## Spin flip in H₂B–B

Both hydrogens of this B₂H₂ isomer sit on the same boron atom. The gap is the energy of the quintet less that of the triplet, with the atoms held fixed. Each entry is the gap at one level less the full configuration interaction (FCI) gap in the same basis. R and U stand for restricted and unrestricted orbitals.

Gaps between the triplet and quintet states of neutral B₂H₂, calculated with Ansatz 0.2.0 at the listed levels and with FCI as the reference, all in the 6-31G basis. Both states share one PBE0/def2-TZVP geometry, and the boron 1s electrons are left uncorrelated.

```
           level  this level less the reference (FCI, same basis) (meV)
             RHF                                                 -491.0
             UHF                                                 -518.0
            RMP2                                                 -143.0
            UMP2                                                 -137.0
            CISD                                                  -90.0
           RCCSD                                                  -27.0
           UCCSD                                                  -28.0
        RCCSD(T)                                                   -6.0
        UCCSD(T)                                                   -7.0
         BCCD(T)                                                   -4.0
          RCCSDT                                                   -2.0
          UCCSDT                                                   -2.0
          CISDTQ                                                   -4.0
       RCCSDT(Q)                                                   -1.0
       UCCSDT(Q)                                                   -1.0
         RCCSDTQ                                                    0.0
  CASSCF valence                                                   14.0
  NEVPT2 valence                                                   12.0
  MRCISD valence                                                    4.0
MRCISD+Q valence                                                    3.0
             PBE                                                   84.0
          r2SCAN                                                  -95.0
            PBE0                                                  122.0
           B3LYP                                                  392.0
         wB97M-V                                                  500.0
          B2PLYP                                                  352.0
         RPA-PBE                                                  -40.0
```

### 1. What does the negative sign for RHF mean?

The FCI gap is 4.962 eV and the RHF entry is −491 meV, so RHF gives 4.471 eV. The quintet lies too close to the triplet, by about a tenth of the gap. Both total energies are too high in RHF, since it leaves out correlation. A gap that is too small means that the triplet suffers more.

### 2. Why does the triplet suffer more?

Take two limiting cases. Two electrons of equal spin are kept apart by the Pauli principle, which Hartree–Fock already contains. Two electrons of opposite spin may meet at one point, and Hartree–Fock does nothing to stop them. Correlation therefore has more to gain from an opposite-spin pair.

Now count pairs among the eight valence electrons. The triplet has five spins up and three down, hence 5 × 3 = 15 opposite-spin pairs. The quintet has six up and two down, hence 12. On balance, three pairs have changed from the strongly correlated kind to the weakly correlated kind.

### 3. Does the pair count give the right size?

In the triplet, MP2 yields on average 109 meV per opposite-spin pair and 29 meV per same-spin pair. If the quintet's pairs were worth the same, correlation would raise the gap by 3 × (109 − 29) = 240 meV. The computed rise from RHF to RMP2 is 348 meV. The count thus gives the sign and the order of magnitude, but falls short by about a third.

A likely reason is that the pairs are not alike. Two electrons in one orbital are close together and correlate most strongly. The triplet has three such pairs among its fifteen of opposite spin, and the quintet has two among its twelve. The net loss of three pairs thus includes one of this strong kind. An average pair energy would then undervalue what is lost. Testing this would take the separate pair energies of both states, which are not given here.

### 4. UHF gives lower energies than RHF. Why is its gap worse?

UHF lets spin-up and spin-down electrons use different orbitals, which here helps more in the quintet, where the two spins are more unequal in number. It lowers the triplet by 16 meV and the quintet by 43 meV. The quintet was already too low relative to the triplet, so the gap error grows by 27 meV. A better energy for each state need not give a better difference. At CCSD the choice of orbitals changes the gap by only 1 meV.

### 5. CISD and CCSD both use single and double excitations. Why do they differ?

With only two correlated electrons, both would be exact. With more, two pairs can be excited at the same time. CCSD includes such events as products of double excitations, while CISD omits them. The omission costs most in the state with more correlation, again the triplet, and the gap error is −90 meV for CISD against −27 meV for RCCSD.

### 6. RCCSD(T) misses the gap by 6 meV. Is each state that accurate?

No. With CCSDT(Q) standing in for FCI, the triplet energy at RCCSD(T) is too high by about 29 meV. Adding the gap error of −6 meV gives about 23 meV for the quintet. Most of the error cancels, because the two states lack similar amounts of correlation. The printed output gives the same comparison for four other levels.

### 7. Hartree–Fock makes the gap too small. Does exact exchange in a functional do the same?

Not here: PBE0, with a quarter of exact exchange, gives a gap 38 meV larger than PBE. Hartree–Fock fails for want of correlation, and PBE0 keeps the whole correlation part of PBE. The low Hartree–Fock gap is therefore no guide to what mixing in exchange will do.

B3LYP lies much higher, at +392 meV. Its LYP part gives equal spins no correlation energy, which should penalise the quintet; this is a plausible cause, not a tested one. It cannot be the only route to a large positive value, since ωB97M-V reaches +500 meV without LYP. The reference may contribute to both values. A small basis misses part of the opposite-spin correlation, and the triplet has more of it to lose, so the FCI gap itself is probably too low.

### 8. Which digits can be trusted?

Within this basis, the wave-function levels can be compared to a few meV, and a difference of 1 meV ranks nothing. Against nature the claim is far weaker. The basis has no polarisation functions, so even FCI misses much of the correlation between electrons that come close. A larger basis would shift the reference itself, by an amount that must be computed. This matters most for the functionals, which are built to represent the full correlation energy: their entries are distances from a small-basis result, not errors against experiment.

Numerical output:

```
RHF gap, eV: 4.471
RHF gap error as share of the reference gap, percent: -9.895
Energy missed by RHF in triplet and quintet, meV: 2826, 2335
Energy missed by RMP2 in triplet and quintet, meV: 803.9, 660.9
Energy missed by CISD in triplet and quintet, meV: 211, 121
Energy missed by RCCSD in triplet and quintet, meV: 99.25, 72.25
Energy missed by RCCSD(T) in triplet and quintet, meV: 28.76, 22.76
Mean MP2 energy per opposite-spin and per same-spin pair in the triplet, meV: -109.1, -28.9
Estimated rise of the gap from three exchanged pairs, meV: 240.7
Computed rise of the gap from RHF to RMP2, meV: 348
Lowering by UHF against RHF in triplet and quintet, meV: 16.39, 43.39
UHF less RHF and UCCSD less RCCSD in the gap, meV: -27, -1
CISD gap error over RCCSD gap error: 3.333
NEVPT2 less CASSCF in the gap, meV: -2
PBE0 less PBE in the gap, meV: 38
wB97M-V less r2SCAN in the gap, meV: 595
Number of levels within 10 meV of the reference: 11
```
